**Why does a platinum atom cross two humps on its way between two identical sites on aluminium?**

I followed a Pt atom on an Al(111) surface from one threefold hollow to the next hollow of the same kind. I expected one barrier in the middle. Instead the energy goes up, drops slightly below its starting value, and goes up again. The second hump also looks lower than the first, although start and end are equivalent. Is the second half of the trip really easier?

Climbing-image nudged elastic band for Pt on a three-layer Al(111) slab, 2×2 cell, with four Al atoms fixed and both ends relaxed. Ansatz 0.2.0, PBE with PAW, plane-wave cutoff 420 eV, 3×3×1 k mesh, Fermi-Dirac smearing 0.15 eV, not spin-polarised. Band forces are largest components, converged to a limit of 0.05 eV/Å.

| row | energy over the start (eV) | path length (Å) | band force (eV/Å) |
| --- | --- | --- | --- |
| 1 | 0.000 | 0.000 | n/a |
| 2 | 0.066 | 0.507 | 0.004 |
| 3 | 0.117 | 1.013 | 0.016 |
| 4 | -0.007 | 1.748 | 0.012 |
| 5 | 0.047 | 2.483 | 0.004 |
| 6 | 0.101 | 3.217 | 0.003 |
| 7 | 0.000 | 3.950 | n/a |

**Answer**

The scale to remember is a tenth of an electronvolt for each hump, on a bond to the surface worth several electronvolts (a rough, recalled size). Your atom makes two short hops, with a resting place between them. The second hop is no easier than the first; the images merely sample it at less telling points.

Start with the surface seen from above. A straight line between two like hollows passes, at its middle, only 0.83 Å sideways from the top of an Al atom. There Pt would lean mostly on that one atom and lose much of its contact with the others. By bending away from it, Pt reaches the other kind of hollow, which also offers three Al neighbours. The gap between two Al atoms, called a bridge, has to be crossed before this middle hollow and again after it.

On this route the number of close Al neighbours should run three, two, three, two, three, and the energy rises where that count falls. I infer this route from the surface geometry and from the dip at row 4, where a straight path near the atom top should have been high.

A marble rolled over a layer of close-packed marbles takes the same route: dimple, pass, dimple, pass, dimple. The picture gives the order of the sites and the equality of the two passes, and it serves for other atoms that prefer hollows on such a face. It can't give the energies, because those come from bonding and not from height.

Bonding also explains why the humps are low. In a metal, the binding energy of an atom grows more slowly than its number of neighbours. When Pt loses one of three Al neighbours at the bridge, the two remaining bonds strengthen and repay much of the loss. That is a general argument about metallic bonding; the table shows only the net cost, 0.117 eV at row 3.

Now to the unequal humps. The ideal surface has a mirror plane through the middle hollow, at right angles to the line joining the two ends. It swaps the two halves of the trip, so on that surface the tops of both bridges must lie at the same energy. The Al atoms that give way around Pt don't spoil this, because their shifts are mirrored along with it. Row 3 was driven uphill to the top of the first hump, and a curvature check confirmed it as a saddle point. No image was driven to the second top, which by symmetry should lie at a path length of $3.950-1.013=2.937$ Å, between rows 5 and 6.

You can test this by folding the path at its middle. Let $s$ be the path length and $E$ the energy over the start. Row 6 lies $3.950-3.217=0.733$ Å from the end, so it should have the energy found $0.733$ Å from the start. A straight line between rows 2 and 3 gives

$$E \approx 0.066+\frac{0.733-0.507}{1.013-0.507}\,(0.117-0.066)\approx 0.089\ \text{eV}.$$

The calculation gives 0.101 eV for row 6, whose energy did not enter the estimate. The estimate comes out low, as a straight line drawn under a rounded hump should. Row 5, folded in the same way, agrees to within 0.01 eV. So row 6 sits lower than row 3 because it is already on the way down, and the mirror plane accounts for that without an easier second hop.

The dip needs more caution. The two kinds of hollow both offer three nearest neighbours and differ only in the Al layers beneath, so similar energies are natural. Row 4 lies 0.007 eV below the ends, and it stops 0.23 Å short of the midpoint, so the middle hollow itself is probably somewhat lower still. Yet a slab of three layers with a coarse k mesh can shift such small differences, and I would not decide from this which hollow Pt prefers.

For Pt wandering over the surface, the existence of the middle hollow matters more than its exact depth. An atom resting there has three equivalent bridges around it, so it may go on, turn aside or go back. The elementary event is thus one crossing of a bridge. From an end hollow it costs about 0.12 eV, or four to five times the thermal energy at room temperature, and from the middle hollow a little more if the dip is real. Pt should hop readily over a clean, flat terrace, even if the true barrier is somewhat higher: semilocal functionals such as PBE tend to underrate barriers, and the thin slab, the coarse k mesh and the small cell, which repeats Pt every 5.73 Å, can shift this one either way. Whether it stays on top is a separate question: Pt and Al alloy strongly, and Pt may trade places with a surface atom, a route that this path does not explore.
